**How does the correlation energy of a two-electron ion scale with $Z$, and does it still matter for Fe²⁴⁺?**

*The total energy grows as $Z^2$, but I read that the correlation energy tends to a constant. Why, and where does relativity overtake it?*

---

Conventions: atomic units, $1s^2\,{}^1S$, fixed point nucleus, $E_c=E-E_{HF}$ (nonrelativistic, restricted HF). Two parameters govern the problem: $1/Z$ and $Z\alpha$.

**Scaling.** With $r\to r/Z$,
$$H=Z^2\Big[\sum_i\big(-\tfrac12\nabla_i^2-\tfrac1{r_i}\big)+\frac1Z\frac1{r_{12}}\Big],\qquad E=\sum_n E_nZ^{2-n}.$$
Here $E_0=-1$ and $E_1=\langle1s^2|r_{12}^{-1}|1s^2\rangle=5/8$. HF shares both, since its determinant tends to the hydrogenic $1s^2$. They cancel, leaving (matrix element $\propto Z$)²/(gap $\propto Z^2$) $\propto Z^0$.

**Second order.** The first-order change of a product $\phi(1)\phi(2)$ contains only single excitations, and the second-order sum separates over hydrogenic states. So $E_2^{HF}$ is its singles part: twice the second-order shift of a $1s$ electron in $V=1/r-e^{-2r}(1+1/r)$. Write $\phi_1=f\phi_0$, $\rho=4r^2e^{-2r}$, $G(r)=\int_0^r\rho\,(V-\tfrac58)\,dr'$. The first-order equation gives $f'=2G/\rho$, and
$$E_2^{HF}=-4\int_0^\infty\frac{G^2}{\rho}\,dr=\tfrac9{32}\ln\tfrac34-\tfrac{13}{432}=-0.111003 .$$
With the approximate inputs $E_2\approx-0.157666$, $E_3\approx0.008699$, $E_3^{HF}\approx-0.001055$,
$$E_c=-0.046663+\frac{0.009754}{Z}+O(Z^{-2}).$$
The constant is the double-excitation sum.

**Large $Z$.** $E_c$ saturates, with relative correction $-0.209/Z$.

**Small $Z$.** Setting the truncated series equal to the one-electron threshold $-Z^2/2$ gives unbinding near $Z\approx0.93$ (full) and $1.03$ (HF); omitted orders can shift the second decimal. H⁻ lies between: restricted HF leaves it unbound, correlation binds it.

**Small $Z\alpha$.** Each order in $1/Z$ acquires a series in $(Z\alpha)^2$. Let $\gamma=\sqrt{1-(Z\alpha)^2}$.

- One-electron Dirac shift: $2(\gamma-1)/\alpha^2+Z^2=-\tfrac14\alpha^2Z^4[1+\tfrac12(Z\alpha)^2+\dots]$.
- First-order repulsion: the Dirac radial density $\propto r^{2\gamma}e^{-2Zr}$ gives $\frac Z\gamma\big[1-\frac{\Gamma(2\gamma+1/2)}{\sqrt\pi\,\Gamma(2\gamma+1)}\big]=\tfrac58Z+\tfrac34(1-\ln2)\alpha^2Z^3+\dots$. The Breit interaction contributes here through its singlet spin–spin contact term, $2\pi\alpha^2\langle\delta(\mathbf r_{12})\rangle=\tfrac14\alpha^2Z^3$. Total shift: $(1-\tfrac34\ln2)\alpha^2Z^3=0.4801\,\alpha^2Z^3$.
- Second order: approximately $-0.64(Z\alpha)^2$ (input; mean-field and correlation parts together).
- Radiative shift, unscreened: $2\alpha^3Z^4F/\pi$, with $F\approx2.6$ an approximate input for $Z=26$.

**Large $Z\alpha$.** At Bi, $(Z\alpha)^2=0.37$, so $\gamma$ should be kept unexpanded; the point-nucleus formula ends at $Z\alpha=1$.

**Crossovers.** $\tfrac14\alpha^2Z^4=0.046663$ gives $Z=7.7$. Including the $Z^3$, $Z^2$ and $1/Z$ terms moves this to $8.1$, so relativity overtakes correlation around O⁶⁺. The term $0.64(Z\alpha)^2$ reaches $0.046663$ near $Z\approx37$.

**Fe²⁴⁺.** $Z=26$, $Z\alpha=0.190$, $(Z\alpha)^2=0.0360$. The series give $E=-659.90733$ and $E_{HF}=-659.86104$. The $1/Z$ term changes $E_c$ by 0.8 %; a next coefficient of typical size $10^{-3}$ would enter near $10^{-6}$. Also $E_c/E=7.0\times10^{-5}$.

| term | scaling | hartree | eV |
|---|---|---|---|
| $E$ (nonrelativistic) | $Z^2$ | −659.907 | −17957 |
| Dirac shift | $\alpha^2Z^4$ | −6.196 | −168.6 |
| relativistic repulsion | $\alpha^2Z^3$ | +0.45 | +12 |
| radiative | $\alpha^3Z^4$ | +0.29 | +8 |
| $E_c$ | $Z^0$ | −0.04629 | −1.26 |
| relativistic second order | $\alpha^2Z^2$ | −0.023 | −0.63 |
| reduced mass, $\lvert E\rvert m_e/M$, $M\approx56$ u | $Z^2/M$ | +0.0065 | +0.18 |

The Dirac entry uses the full $\gamma$; its leading term alone is $-6.084$. It is 134 times $E_c$, but it is a one-electron quantity known in closed form. The awkward entry is the $\alpha^2Z^2$ term, half the size of $E_c$. The value $-0.04629$ holds to four figures for the nonrelativistic model, but a total energy at the sub-eV level needs repulsion and relativity treated together at second order, plus the radiative shift.